Yambo 5.3.0 linear response in the optical limit for BAs (F-43m, 2-atom cell), using an LRC kernel (α = −0.3) on Quantum ESPRESSO PBE states with SG15 PBE 1.2 potentials. The field is along z, with damping 0.2 eV, a 12×12×12 k-mesh, 29 bands and a wave cutoff of 952.4 eV; no quasiparticle correction or spin–orbit coupling is included.

| row | loss function | loss energy (eV) |
| --- | --- | --- |
| 1 | 0.003 | 0.000 |
| 2 | 0.004 | 1.003 |
| 3 | 0.004 | 2.007 |
| 4 | 0.007 | 3.010 |
| 5 | 0.028 | 4.114 |
| 6 | 0.036 | 5.117 |
| 7 | 0.073 | 6.120 |
| 8 | 0.067 | 7.124 |
| 9 | 0.101 | 8.127 |
| 10 | 0.120 | 9.130 |
| 11 | 0.138 | 10.130 |
| 12 | 0.304 | 11.140 |
| 13 | 0.325 | 12.240 |
| 14 | 0.471 | 13.240 |
| 15 | 0.460 | 14.250 |
| 16 | 0.776 | 15.250 |
| 17 | 1.084 | 16.250 |
| 18 | 1.460 | 17.260 |
| 19 | 2.105 | 18.260 |
| 20 | 2.169 | 19.360 |
| 21 | 3.083 | 20.370 |
| 22 | 2.829 | 21.370 |
| 23 | 3.576 | 22.370 |
| 24 | 2.855 | 23.380 |
| 25 | 1.443 | 24.380 |
| 26 | 0.809 | 25.380 |
| 27 | 0.660 | 26.490 |
| 28 | 0.494 | 27.490 |
| 29 | 0.444 | 28.490 |
| 30 | 0.410 | 29.500 |

In this calculation BAs absorbs light most strongly near 5 eV, yet a fast electron passing through it gives up most energy near 22 eV. The loss function measures how readily the crystal takes up energy from such an electron, and the loss energy is the amount taken in one event. Both spectra come from the same electrons and the same linear-response calculation on PBE states. What separates them is screening.

Light near 5 eV lifts electrons across the gap and polarises the crystal strongly. The same polarisation surrounds a passing electron with opposing charge and weakens its field inside the crystal, so little energy is handed over. Near 22 eV the opposite holds. The crystal no longer weakens the field but strengthens it, and a small push sets all the valence electrons swinging together against the ion cores; this collective swing is the plasmon.

The dielectric function ε puts this into one line. Its imaginary part, Im ε, describes absorption, and its magnitude |ε| describes the strength of screening:

loss function = Im ε / |ε|²

Since |ε| is never smaller than Im ε, the loss is at most 1/Im ε. At the absorption peak, at 5.2 eV, Im ε reaches 28.1, which caps the loss there at 0.036. Row 6, just beside that peak, has this same small value.

Read the other way, the formula shows that |ε| is at most one divided by the loss. In row 23, the highest in the table, |ε| must therefore lie below 0.28. Both the absorbing and the non-absorbing part of ε are then small, which is the mark of a plasmon and not of an ordinary absorption peak. The table thus identifies the main peak by its height alone.

The long climb between these two energies follows from how bound electrons respond to a field that oscillates ever faster. Above their main absorption they lag so far behind that they move against their low-frequency response, and the real part of ε turns negative. At still higher energy it should rise back through zero while absorption fades. On the way |ε|² shrinks faster than Im ε, so their ratio, the loss, climbs; it should peak near that crossing. Beyond the peak ε approaches 1, its value in empty space, and the loss falls in every row, to 11% of the row 23 value at the end of the table.

Aluminium is the simpler relative: its nearly free electrons swing at an energy set almost entirely by their density, roughly 15 eV as a recalled value. BAs has eight valence electrons in a cell of 2 × 13.63 = 27.3 Å³. With the natural constants gathered into one factor, free electrons of this density would have a plasma energy of

37.1 eV × √(8/27.3) = 20.1 eV

The likeness ends where binding matters. In BAs the electrons are held in bonds, and this adds a restoring force to the one that comes from the displaced charge.

The simplest way to include the bonds is to let all eight electrons share one natural energy E₀. With Eₚ for the free-electron plasma energy and E for the loss energy, ε = 1 + Eₚ²/(E₀² − E²), which vanishes at E² = Eₚ² + E₀². The static dielectric constant of the same calculation, 11.9, fixes E₀, because at E = 0 the formula gives Eₚ²/E₀² = 10.9. The plasmon then moves to

20.1 eV × √(11.9/10.9) = 21.0 eV

No row of the table enters this estimate; the output below sets it beside the computed peak.

The computed maximum, located on a finer energy grid, is at 22.2 eV, so the estimate is about 5% too low relative to it. The model fails more plainly in shape, since a single undamped oscillator gives a sharp line. Read from the table, the computed peak is roughly 6 eV wide at half the height of row 23, some thirty times the damping of 0.2 eV put into the calculation. Theory offers a standard cause: the collective swing decays into excitations of single electrons between bands, which are still possible at these energies.

The climb is not smooth. The loss dips at rows 8, 15 and 22, by no more than about 8% of the row before, and more than doubles at row 12, its largest relative step after row 5. Transitions between particular bands could leave such ripples, but so could a finite mesh of electron states combined with small damping. A denser or shifted mesh would help to tell the two apart. Until then the dip at row 22 should not be read as a split between two plasmons, nor the exact place of the maximum be taken as sharp.

The low-energy end needs similar care. Rows 1 to 4 lie below the direct gap of 3.3 eV, and their loss of at most 0.007 is a tail produced by the damping. PBE makes gaps too small, so the real direct onset should lie higher than the computed one. The smaller, indirect gap leaves no mark here, because the calculation has no lattice vibrations to assist such transitions; in a real crystal they allow weak absorption below the direct gap. The main peak depends far less on the gap: it follows the density of valence electrons first and their binding second. At equal electron count and similar binding, a roomier cell therefore means a lower plasmon energy.

Numerical output:

```
Largest loss below the direct gap: 0.007
Highest possible loss at the absorption peak, 1/(Im eps): 0.0356
Loss in row 23 over loss in row 6: 99.33
Upper limit of |eps| in row 6: 27.78
Upper limit of |eps| in row 23: 0.2796
Number of rows where |eps| must be below 1: 9
Share of the tabulated loss area up to row 15, percent: 7.35
Free-electron plasma energy, eV: 20.12
Plasma energy with bound electrons, eV: 21.02
Computed loss peak less free-electron value, eV: 2.058
Computed loss peak less bound-electron value, eV: 1.157
Width at half height, eV: 6.367
Half-height reach below row 23, eV: 4.601
Half-height reach above row 23, eV: 1.766
Width over damping: 31.84
Change into row 8, percent: -8.219
Change into row 12, percent: 120.3
Change into row 15, percent: -2.335
Change into row 20, percent: 3.04
Change into row 22, percent: -8.239
Loss in the last row, percent of row 23: 11.47
```
